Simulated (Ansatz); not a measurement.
# A series in volume scale on Lu₃Si

Results calculated with Ansatz 0.2.0, not measured. Free energy against uniform scaling of the volume at fixed shape and fractions; periodic cell, basis, potentials, k mesh and filling as listed.

The cell before it is scaled or strained (space group Pm-3m, No. 221):
```
CELL_PARAMETERS angstrom
4.54140 0.00000 0.00000
0.00000 4.54140 0.00000
0.00000 0.00000 4.54140
ATOMIC_POSITIONS crystal
Lu 0.00000 0.50000 0.50000
Lu 0.50000 0.00000 0.50000
Lu 0.50000 0.50000 0.00000
Si 0.00000 0.00000 0.00000
```

Settings of every row: functional PBE; dispersion none; potentials PAW; wave cutoff 510 eV; density cutoff 2040 eV; k mesh 5x5x5; k shift 0x0x0; occupations gaussian; smearing width 0.1 eV; spin none.

Limits: coarse k mesh, up to 40 meV an atom off; the cell comes from a prototype or a list of computed structures and needn't be the stable phase.

| row | volume scale | V (Å³/atom) | energy above lowest point (meV/atom) |
| --- | --- | --- | --- |
| 1 | 0.94 | 22.011 | 11.5 |
| 2 | 0.96 | 22.479 | 3.6 |
| 3 | 0.98 | 22.947 | 0 |
| 4 | 1 | 23.416 | 0.2 |
| 5 | 1.02 | 23.884 | ? |
| 6 | 1.04 | 24.352 | 10.8 |
| 7 | 1.06 | 24.821 | 20.5 |

Question: what energy above lowest point should row 5 give?

Worked fit of energy above lowest point. Take u = (V_r/V)^(2/3) − 1 with V_r = 23.181 Å³ an atom, which is twice the finite (Eulerian) strain; such expansions in the strain, on which the Birch-Murnaghan equation of state is built, carry the rest volume and the bulk modulus. The shown rows have u = 0.03513, 0.02071, 0.00679, -0.0067, -0.03232, -0.04455. Least squares give energy above lowest point = −0.36 − 17.8 × u + 10114 × u² meV/atom; a straight line predicts inner rows, each left out in turn, worse (root mean square 6.3 against 0.023 meV/atom). All shown rows lie on it to the printed digit. Its lowest point lies at u = 0.0009, or V = 23.15 Å³ an atom, and the curvature there gives the bulk modulus at fixed shape and fractions, B = (4/9)(1 + u)² E″(u)/V = 62.3 GPa. The withheld row has u = -0.01972, so the fit gives −0.36 − 17.8 × (-0.01972) + 10114 × (-0.01972)² = 3.9 meV/atom.

The calculation gave 3.9 meV/atom. The fit meets it to the printed digit.
